# Spherical decomposition of $\chi^{(2)}$ and Kleinman symmetry

## 1. Premises and conventions

- **P1, electric-dipole response.** With $E(t)=\mathrm{Re}[E\,e^{-i\omega t}]$, and likewise for $P$, second-harmonic generation (SHG) obeys $P_i(2\omega)=\varepsilon_0 d_{ijk}E_jE_k$ with $d_{ijk}=\tfrac12\chi_{ijk}(-2\omega;\omega,\omega)$, in pm/V. $\chi_{ijk}$ is a polar rank-3 tensor. The pair $jk$ is contracted as $xx,yy,zz,yz,zx,xy\to1\ldots6$, so $d_{14}=d_{xyz}=d_{xzy}$.
- **P2, intrinsic permutation symmetry.** Write $w_1=-\omega_\sigma$, $w_2=\omega_1$, $w_3=\omega_2$ with $\omega_\sigma=\omega_1+\omega_2$, so that $w_1+w_2+w_3=0$. Swapping the pairs $(j,w_2)$ and $(k,w_3)$ only relabels the input fields and leaves $\chi$ unchanged. For SHG this gives $d_{ijk}=d_{ikj}$.
- **P3, Neumann's principle.** $\chi$ is invariant under the point group of the medium.
- **P4, no loss, no magnetic order.** $\chi$ is then invariant under all six permutations of $(i,w_1),(j,w_2),(k,w_3)$, and it is real. Reality of the fields gives $\chi(-w)=\chi(w)^*$, so $\chi$ is even under reversal of all frequencies.
- **K, Kleinman's condition (1962).** Dispersion is negligible. The frequencies in P4 then need not follow the indices, and $\chi_{ijk}$ is symmetric in all three.

$D^L$ is the $(2L+1)$-dimensional representation of SO(3), $V=D^1$ is the vector, and $[\;]$ and $\{\;\}$ denote symmetric and antisymmetric powers.

## 2. Reduction under rotations

The only tool is the Clebsch–Gordan series $D^{L}\otimes D^{1}=D^{L-1}+D^{L}+D^{L+1}$ for $L\ge1$, with $D^0\otimes D^1=D^1$.

**Rank 2.** $V^2=D^0+D^1+D^2$. The antisymmetric part is the cross product, $\{V^2\}=D^1$, which leaves $[V^2]=D^0+D^2$.

**General rank 3.** Multiplying each term of $V^2$ by $V$,
$$V^3=D^1+(D^0+D^1+D^2)+(D^1+D^2+D^3)=D^0+3D^1+2D^2+D^3,$$
with dimension $1+9+10+7=27$. This tensor describes sum-frequency generation (SFG) with $\omega_1\neq\omega_2$.

**SHG.** P2 removes the $\{V^2\}$ term, which is the middle bracket:
$$V[V^2]=2D^1+D^2+D^3,\qquad 6+5+7=18.$$

**Kleinman tensor.** A fully symmetric $S_{ijk}$ is equivalent to the cubic polynomial $S_{ijk}r_ir_jr_k$. Every cubic is uniquely a harmonic cubic plus $r^2$ times a linear form, so
$$[V^3]=D^1+D^3,\qquad 3+7=10.$$

**Remainder.** A fully antisymmetric tensor is a multiple of $\epsilon_{ijk}$, so $\{V^3\}=D^0$. SHG contains $V[V^2]-[V^3]=D^1+D^2$, that is 8 components of mixed permutation symmetry, and $V^3$ holds this mixed set twice. K removes everything outside $[V^3]$.

**Parity.** Inversion multiplies a polar rank-3 tensor by $-1$, so every part is odd. For $L=1,3$ this is the parity $(-1)^L$ of the spherical harmonics. For $L=0,2$ it is the opposite one, so these parts are a pseudoscalar and a pseudodeviator (a symmetric traceless axial tensor).

## 3. Explicit projections for SHG

Split $d=S+M$ with $S_{ijk}=\tfrac13(d_{ijk}+d_{jki}+d_{kij})$. $S$ is fully symmetric because $d_{ijk}=d_{ikj}$, and the cyclic sum of $M$ vanishes. With $s_i=S_{ijj}$, the $L=1$ part of $S$ is $\tfrac15(\delta_{ij}s_k+\delta_{ik}s_j+\delta_{jk}s_i)$, whose trace over $jk$ returns $s_i$. The traceless rest is $L=3$.

For the mixed part define
$$N_{lk}=\epsilon_{lij}\,d_{ijk}.$$
$S$ drops out because it is symmetric in $ij$. The trace $N_{ll}=\epsilon_{lij}d_{ijl}$ vanishes because $d$ is symmetric in its last two indices. Using $\epsilon_{ijl}\epsilon_{lab}=\delta_{ia}\delta_{jb}-\delta_{ib}\delta_{ja}$ gives $\epsilon_{ijl}N_{lk}=d_{ijk}-d_{jik}$ and $\epsilon_{ikl}N_{lj}=d_{ikj}-d_{kij}$. Their sum is $3(d-S)_{ijk}$, hence
$$M_{ijk}=\tfrac13\left(\epsilon_{ijl}N_{lk}+\epsilon_{ikl}N_{lj}\right).$$
The antisymmetric part of $N$ is the second $D^1$, and the symmetric traceless part is $D^2$.

## 4. Point groups

By P3 the number of independent components is $\sum_L m_Ln_L$, where $m_L$ is the multiplicity from section 2 and $n_L$ is the number of invariants in $D^L$. The groups below contain only rotations, so parity plays no role.

Take the dihedral group with an $n$-fold axis $z$ and a twofold axis $x$. The function $Y_{LM}$ survives $C_n$ only if $n$ divides $M$. The twofold axis multiplies $Y_{L0}$ by $(-1)^L$ and maps $M\to-M$, which leaves one invariant per pair $\pm M$. Thus
$$n_L=\tfrac12\left[1+(-1)^L\right]+\lfloor L/n\rfloor .$$
For 432, average the characters over the 24 elements, which are the identity, 8 rotations by $2\pi/3$, 9 by $\pi$ and 6 by $\pi/2$. The characters are $(3,0,-1,1)$, $(5,-1,1,-1)$ and $(7,1,-1,-1)$ for $L=1,2,3$, and each average is zero. In every row $n_0=1$ and $n_1=0$.

| group | $n_2$ | $n_3$ | $V^3$ | $V[V^2]$ | $[V^3]$ |
|---|---|---|---|---|---|
| 32 | 1 | 1 | 4 | 2 | 1 |
| 422 | 1 | 0 | 3 | 1 | 0 |
| 622 | 1 | 0 | 3 | 1 | 0 |
| 432 | 0 | 0 | 1 | 0 | 0 |
| isotropic chiral, SO(3) | 0 | 0 | 1 | 0 | 0 |

**The $L=2$ invariant.** In the three dihedral groups it is $N=\nu\,\mathrm{diag}(-1,-1,2)$. Section 3 gives $M_{xyz}=\tfrac13(N_{zz}-N_{yy})=\nu$, $M_{yxz}=\tfrac13(N_{xx}-N_{zz})=-\nu$ and $M_{zxy}=\tfrac13(N_{yy}-N_{xx})=0$. So $d_{14}=-d_{25}=\nu$ and $d_{36}=0$.

**The $L=3$ invariant of 32** is $\mathrm{Re}(x+iy)^3=x^3-3xy^2$. Matching it to $S_{xxx}x^3+3S_{xyy}xy^2$ gives $d_{12}=d_{26}=-d_{11}$.

In 422 and 622 the only SHG coefficient is therefore $d_{14}$. It is pure $L=2$, and it vanishes under K because $[V^3]$ has no $D^2$. In $\alpha$-quartz (class 32), $d_{11}$ is pure $L=3$ and allowed, while $d_{14}$ is pure $L=2$ and Kleinman-forbidden.

**Isotropic chiral media.** Only $\chi_{ijk}=\chi_0\epsilon_{ijk}$ survives, with $\chi_0=\tfrac16\epsilon_{ijk}\chi_{ijk}$, so $\mathbf P(\omega_\sigma)\propto\chi_0\,\mathbf E_1\times\mathbf E_2$. A mirror or an inversion centre would force this pseudoscalar to zero. SFG is allowed (Giordmaine, 1965). SHG is forbidden by P2 alone, at any dispersion, since $V[V^2]$ has no $D^0$. K forbids $\chi_0$ too, so chiral SFG is itself a dispersion effect. For collinear beams $\mathbf E_1\times\mathbf E_2$ is longitudinal and generates no beam along the common direction, so the beams must cross.

## 5. How dispersion restores the forbidden parts

Below all electronic resonances, expand the electronic $\chi$ in frequency. P4 removes odd orders. Since $2w_1w_2=w_3^2-w_1^2-w_2^2$ and cyclically, $w_1^2,w_2^2,w_3^2$ form a basis of the quadratic forms. Call the coefficient of $w_1^2$ $B_{ijk}$. The swap $2\leftrightarrow3$ gives $B_{ijk}=B_{ikj}$, and the swaps $1\leftrightarrow2$ and $1\leftrightarrow3$ fix the other coefficients:
$$\chi_{ijk}=A_{ijk}+B_{ijk}w_1^2+B_{jik}w_2^2+B_{kij}w_3^2+O(w^4),$$
with $A$ fully symmetric. For SHG, $w^2=(4,1,1)\,\omega^2$. Splitting $B=B^S+B^M$ as in section 3, $4B_{ijk}+B_{jik}+B_{kij}=3B_{ijk}+3B^S_{ijk}$, so
$$2d=A+6\omega^2B^S+3\omega^2B^M+O(\omega^4).$$
The electronic $d_{14}/d_{11}$ thus scales as $\lambda^{-2}$.

The pseudoscalar starts much later. By P4, $\chi_0$ changes sign under any swap of two $w$'s, so it vanishes whenever two are equal, and each order is divisible by the cubic $(w_1-w_2)(w_1-w_3)(w_2-w_3)$. The quotient is a symmetric polynomial, built from $e_2=w_1w_2+w_2w_3+w_3w_1$ and $e_3=w_1w_2w_3$ because the sum of the $w$'s is zero. Evenness of $\chi_0$ makes the quotient odd, so it contains $e_3$. The leading order is the sixth:
$$\chi_0\propto\omega_1\omega_2\omega_\sigma(\omega_1-\omega_2)(2\omega_1+\omega_2)(\omega_1+2\omega_2).$$
Off-resonant chiral SFG is correspondingly weak.

## 6. A model for $d_{14}/d_{11}$ in class 32

Symmetry does not fix $B^M$, so a model is needed. Two simple ones give exactly zero. In an oscillator of Miller type, $d_{ijk}\propto\delta_{ijk}\chi_{ii}(2\omega)\chi_{jj}(\omega)\chi_{kk}(\omega)$ with a fully symmetric tensor $\delta$, and $\delta_{xyz}=0$ in class 32. A sum of cylindrical bonds fails because the $M=0$ component of a pseudodeviator is odd under the mirrors of $C_{\infty v}$. The bent Si–O–Si bridge, with approximate $C_{2v}$ symmetry, does carry an $L=2$ part.

Give each bridge one excited state of energy $E_0$, with real transition dipole $\boldsymbol\mu$ and dipole change $\boldsymbol\Delta$. Set $\hbar=1$. Third-rank perturbation theory gives, up to a prefactor that cancels in the ratio,
$$T_{ijk}=\sum_{P}\frac{\mu_i\Delta_j\mu_k}{(E_0+w_1)(E_0-w_3)},$$
summed over the six permutations of P4. For SHG, collect terms by the index on $\Delta$:
$$T_{ijk}=\alpha\,\Delta_i\mu_j\mu_k+\beta\,(\mu_i\Delta_j\mu_k+\mu_i\mu_j\Delta_k),$$
$$\alpha=\frac{2}{E_0^2-\omega^2},\qquad \beta=\frac{1}{(E_0-2\omega)(E_0-\omega)}+\frac{1}{(E_0+\omega)(E_0+2\omega)}.$$
With $Q=(E_0^2-\omega^2)(E_0^2-4\omega^2)$, $\alpha=2(E_0^2-4\omega^2)/Q$ and $\beta=2(E_0^2+2\omega^2)/Q$. Hence $\beta-\alpha=12\omega^2/Q$ and $\alpha+2\beta=6E_0^2/Q$.

The six oxygen sites of the cell are images of one another under the six operations of 32. Their sum is six times the group average, which is the orthogonal projection on the two invariant tensors of section 4. Each of these has four nonzero entries $\pm1$:
$$d_{11}\propto\tfrac14(T_{xxx}-T_{xyy}-2T_{yxy})=\tfrac14(\alpha+2\beta)\,\mathrm{Re}(\mu_+^2\Delta_+),$$
$$d_{14}\propto\tfrac12(T_{xyz}-T_{yxz})=\tfrac12(\beta-\alpha)\,\mu_z(\boldsymbol\mu\times\boldsymbol\Delta)_z,$$
where $\mu_+=\mu_x+i\mu_y$ and $\Delta_+=\Delta_x+i\Delta_y$. The first line uses $T_{xxx}=(\alpha+2\beta)\Delta_x\mu_x^2$ and $T_{xyy}+2T_{yxy}=(\alpha+2\beta)(\Delta_x\mu_y^2+2\mu_x\mu_y\Delta_y)$. Dividing,
$$\boxed{\frac{d_{14}}{d_{11}}=4G\left(\frac{\hbar\omega}{E_0}\right)^2,\qquad G=\frac{\mu_z(\boldsymbol\mu\times\boldsymbol\Delta)_z}{\mathrm{Re}(\mu_+^2\Delta_+)}}$$
The resonance denominator $Q$ cancels, and $G=0$ for $\boldsymbol\mu\parallel\boldsymbol\Delta$, as the cylindrical-bond argument requires. A rotation of the axes by $\pi$ about $z$ reverses $d_{11}$ but not $d_{14}$, so the sign of the ratio depends on the chosen sense of $x$.

## 7. Range of validity

- Sections 2 to 4 need only P1 to P3 for the $V^3$ and $V[V^2]$ results, which hold on resonance as well. They describe the bulk dipole response. Surfaces have lower symmetry, and quadrupole and magnetic-dipole terms are corrections of relative order $ka$ (wavevector in the medium times lattice constant).
- K needs $(2\hbar\omega/E_0)^2\ll1$ and also $\omega\gg\Omega$, the optical phonon frequency. A phonon driven at $w$ responds as $1/(\Omega^2-w^2)\approx-1/w^2$, which adds terms of the form of section 5 with $w^2\to w^{-2}$. Their mixed coefficient for SHG is $\tfrac14-1=-\tfrac34$, so their relative size is $\tfrac34(\Omega/\omega)^2$ times the ratio of lattice to electronic nonlinearity at low frequency. K does not apply to the low-frequency electro-optic tensor, in which the lattice responds fully.
- The boxed formula keeps one state per bridge. It omits other transitions, terms coupling two excited states, and local fields.

## 8. Numerical illustration: $\alpha$-quartz at 1064 nm

**Geometry.** Take $a=4.9137$ Å and $c=5.4047$ Å (298 K, compiled values, Sutter 2016). As typical fractional coordinates in $P3_221$, with $x\parallel\mathbf a$ and the origin at the height of a Si atom, put O at $(0.4135,\,0.2669,\,0.1191)$ and its neighbours Si at $(u,0,0)$ and $(1-u,1-u,\tfrac13)$ with $u=0.4697$. The Cartesian position is $(a(x-y/2),\ \tfrac{\sqrt3}{2}ay,\ cz)$. The bonds are 1.604 and 1.613 Å long and the bridge angle is $143.7^\circ$.

**Assumed transition.** Charge moves from O to the antisymmetric combination on the two Si atoms. With unit vectors $\hat u_1,\hat u_2$ from O to the two Si,
$$\boldsymbol\mu\propto\hat u_2-\hat u_1=(-0.626,\,1.403,\,1.119),\qquad \boldsymbol\Delta\propto\hat u_1+\hat u_2=(0.536,\,-0.013,\,0.316).$$
The unrounded vectors give a numerator of $-0.832$ and a denominator of $-0.867$, so $G=0.96$.

**Energies.** $\hbar\omega=1.165$ eV. For $E_0$ take 13 eV, a typical effective oscillator energy for the dispersion of SiO$_2$. Then $(2\hbar\omega/E_0)^2=0.032$ and $d_{14}/d_{11}=0.031$. A lower choice is $E_0\approx10$ eV, near the first strong absorption peak, which gives 0.052. An upper choice puts all 48 valence electrons of the 113.0 Å$^3$ cell into one oscillator. The plasma energy $\hbar\omega_p=\hbar(ne^2/\varepsilon_0m_e)^{1/2}$ is 24.2 eV, and $\varepsilon_\infty-1=(\hbar\omega_p/E_0)^2$ with $\varepsilon_\infty=2.36$ (compiled value, Chen 2018) gives $E_0=21$ eV and a ratio of 0.012.

**Neglected terms.** With a highest phonon energy of about 0.15 eV, the lattice term is $\tfrac34(0.15/1.165)^2=0.012$ times a factor that may be of order one. The Lorentz factor $(\varepsilon+2)/3$ changes between $\omega$ and $2\omega$ by the fraction $3(\hbar\omega/E_0)^2(\varepsilon_\infty-1)/(\varepsilon_\infty+2)=0.008$, of which only the part anisotropic at the site feeds $d_{14}$. Finally $ka=2\pi\sqrt{\varepsilon_\infty}\,a/\lambda=0.004$. These terms rival the effect, so only one figure is meaningful.

**Result.** The model's value is $|d_{14}/d_{11}|\approx0.03$, within a span of 0.01 to 0.05, or $|d_{14}|\approx0.009$ pm/V for a typical $d_{11}\approx0.3$ pm/V. Ratios typically quoted for quartz near this wavelength are roughly 1 to 3 per cent, so the central model value sits at the top of that range and may be too large by up to a factor of three. The symmetry content does not depend on the model: $d_{14}$ is the pseudodeviator, and its electronic part is suppressed relative to $d_{11}$ by a factor of order $(\hbar\omega/E_0)^2$.